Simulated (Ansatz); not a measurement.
A ladder of methods for GeH2Cl (SMILES [Cl][GeH2])

The species is GeH2Cl (4 atoms), meant as a doublet with charge 0. SMILES: `[Cl][GeH2]`. The coordinates come from a PBE0-D4/def2-TZVP relaxation.

```jsonl
{"atom": "Cl", "x (Å)": "-1.5629", "y (Å)": "0.3052", "z (Å)": "0.9935"}
{"atom": "Ge", "x (Å)": "0.1067", "y (Å)": "-0.4511", "z (Å)": "-0.1416"}
{"atom": "H", "x (Å)": "0.0727", "y (Å)": "0.2596", "z (Å)": "-1.5142"}
{"atom": "H", "x (Å)": "1.3834", "y (Å)": "-0.1137", "z (Å)": "0.6623"}
```

Quantity: the energy change with the Ge2–H3 bond stretched from 1.546 to 2.319 Å, in eV. The values are calculated.

```json
{"level": "U-revPBE/STO-3G", "kind": "GGA", "program": "Ansatz", "value (eV)": "2.73", "less FCI/STO-3G": "+0.06", "CPU time (all runs)": "5.2 s"}
{"level": "U-r2SCAN/STO-3G", "kind": "meta-GGA", "program": "Ansatz", "value (eV)": "2.96", "less FCI/STO-3G": "+0.29", "CPU time (all runs)": "16 s"}
{"level": "UBHLYP/STO-3G", "kind": "global hybrid", "program": "Ansatz", "value (eV)": "3.07", "less FCI/STO-3G": "+0.40", "CPU time (all runs)": "5.1 s"}
{"level": "UB2PLYP/STO-3G", "kind": "double hybrid", "program": "Ansatz", "value (eV)": "3.02", "less FCI/STO-3G": "+0.35", "CPU time (all runs)": "5.6 s"}
{"level": "RPA@PBE/STO-3G", "kind": "RPA", "program": "Ansatz", "value (eV)": "2.63", "less FCI/STO-3G": "-0.04", "CPU time (all runs)": "11 s"}
{"level": "UBCCD(T)/STO-3G", "kind": "coupled cluster or CI", "program": "Ansatz", "value (eV)": "2.68", "less FCI/STO-3G": "+0.01", "CPU time (all runs)": "1.4 s"}
{"level": "UCCSD(T)/STO-3G", "kind": "coupled cluster or CI", "program": "Ansatz", "value (eV)": "2.69", "less FCI/STO-3G": "+0.02", "CPU time (all runs)": "1.2 s"}
{"level": "FCI/STO-3G", "kind": "exact in the basis", "program": "Ansatz", "value (eV)": "2.67", "less FCI/STO-3G": "0.00", "CPU time (all runs)": "6.7 s"}
```

FCI/STO-3G is exact within its basis and frozen core, so for wave-function methods in that basis the difference is their error; functionals converge differently with the basis, so for them it is only a difference. All-electron rows without a relativistic Hamiltonian named are non-relativistic. The first shape isn't each level's own minimum. The values span 2.63 to 3.07 eV. Spin contamination of the reference (⟨S²⟩ at least 0.1 too high) touches UBHLYP/STO-3G, UB2PLYP/STO-3G, UBCCD(T)/STO-3G, UCCSD(T)/STO-3G. All rows use very small basis sets, so even the best lies far from the true value. In the correlated wave-function rows the outer d shell of Ge is correlated, in sets not made for it. Times are those of the runs behind each value, whatever else they computed, on shared processors of several kinds: orders of magnitude only.

Stretching the Ge–H bond costs 2.67 eV at the FCI level, and both coupled-cluster variants come within 0.02 eV of it. The cost reflects the loss of overlap between the H 1s orbital and the Ge-centred bonding hybrid. As the bonding and antibonding levels approach each other, the electron pair begins to separate and static correlation grows. The radical electron on germanium can partly offset this cost by pairing with the electron left behind, since loss of H leads towards a closed-shell germylene with a lone pair of strong 4s character.

The density functionals all lie above FCI, from revPBE at +0.06 eV to UBHLYP at +0.40 eV. Exact exchange alone can't explain that spread, because r2SCAN, which has none, already stands at +0.29 eV; the balance of semilocal exchange and correlation probably matters too. A single partly stretched geometry gives neither the bond dissociation energy nor evidence that the close agreement persists towards separated fragments.
